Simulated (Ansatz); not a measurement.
Ta: pressure and energy change per atom against volume scale

Results calculated with Ansatz 0.2.0, not measured. Plane-wave DFT, scalar-relativistic PAW made under PBE with cores redone for the functional, no dispersion; the given relaxed cell is scaled uniformly, energy at zero smearing counts from the unscaled cell, pressure at the given Fermi-Dirac smearing is positive in compression.

The cell before it is scaled or strained (space group P6_3/mmc, No. 194):
```
cell vectors (Å)
   2.9331     0.0000     0.0000
  -1.4665     2.5401     0.0000
   0.0000     0.0000     9.9717
atoms (fractions of the cell vectors)
Ta  0.00000  0.00000  0.00000
Ta  0.00000  0.00000  0.50000
Ta  0.33333  0.66667  0.25000
Ta  0.66667  0.33333  0.75000
```

Settings of every row: spin polarised no; functional r2SCAN; wave cutoff 500 eV; smearing width 0.1 eV; k mesh 14x14x4.

Atom starting moment: 0 on all atoms.

Limits: no spin-orbit coupling, which can matter with elements this heavy; the cell comes from a prototype or a list of computed structures and needn't be the stable phase.

| row | volume scale | V (Å³/atom) | pressure (GPa) | energy change per atom (meV) |
| --- | --- | --- | --- | --- |
| 1 | 0.88 | 16.344 | 31.93 | 200.44 |
| 2 | 0.92 | 17.087 | 19.28 | 82.82 |
| 3 | 0.96 | 17.83 | 8.76 | 19.02 |
| 4 | 1.04 | 19.316 | ? | ? |
| 5 | 1.08 | 20.059 | -13.34 | 67.29 |
| 6 | 1.12 | 20.802 | -18.34 | 141.94 |

Question: what pressure and energy change per atom should row 4 give?

Worked fit of pressure. Take u = (V_r/V)^(2/3) − 1 with V_r = 17.83 Å³ an atom, which is twice the finite (Eulerian) strain; such expansions in the strain, on which the Birch-Murnaghan equation of state is built, carry the rest volume and the bulk modulus. The shown rows have u = 0.05973, 0.02878, 0, -0.07553, -0.09767. Least squares give pressure = 8.76 + 345.85 × u + 701.6 × u² GPa; a straight line predicts inner rows, each left out in turn, worse (root mean square 1.8 against 0.023 GPa). The rows lie off it by 0.01, -0.01, 0.00, 0.02, -0.01. The pressure vanishes at u = -0.0268, or V = 18.57 Å³ an atom, and there the bulk modulus at fixed shape and fractions is B = −V dP/dV = (2/3)(1 + u) dP/du = 200 GPa. Letting shape and atoms relax would as a rule lower it, by much in layered, chain or molecular crystals. The withheld row has u = -0.05197, so the fit gives 8.76 + 345.85 × (-0.05197) + 701.6 × (-0.05197)² = -7.32 GPa.

The calculation gave -7.29 GPa. The fit lies 0.03 GPa (0.06 % of the column's range) below it; its largest miss of a shown row is 0.02 GPa.

Worked fit of energy change per atom. Take u = (V_r/V)^(2/3) − 1 with V_r = 17.83 Å³ an atom, which is twice the finite (Eulerian) strain; such expansions in the strain, on which the Birch-Murnaghan equation of state is built, carry the rest volume and the bulk modulus. The shown rows have u = 0.05973, 0.02878, 0, -0.07553, -0.09767. Least squares give energy change per atom = 19.007 + 1412.79 × u + 27297.3 × u² meV; a straight line predicts inner rows, each left out in turn, worse (root mean square 72 against 0.87 meV). The rows lie off it by -0.34, 0.54, 0.01, -0.73, 0.52 (root mean square 0.49 meV). The withheld row has u = -0.05197, so the fit gives 19.007 + 1412.79 × (-0.05197) + 27297.3 × (-0.05197)² = 19.31 meV.

The calculation gave 18.21 meV. The fit lies 1.10 meV (6 % of the value, 0.6 % of the column's range) above it; its largest miss of a shown row is 0.73 meV.
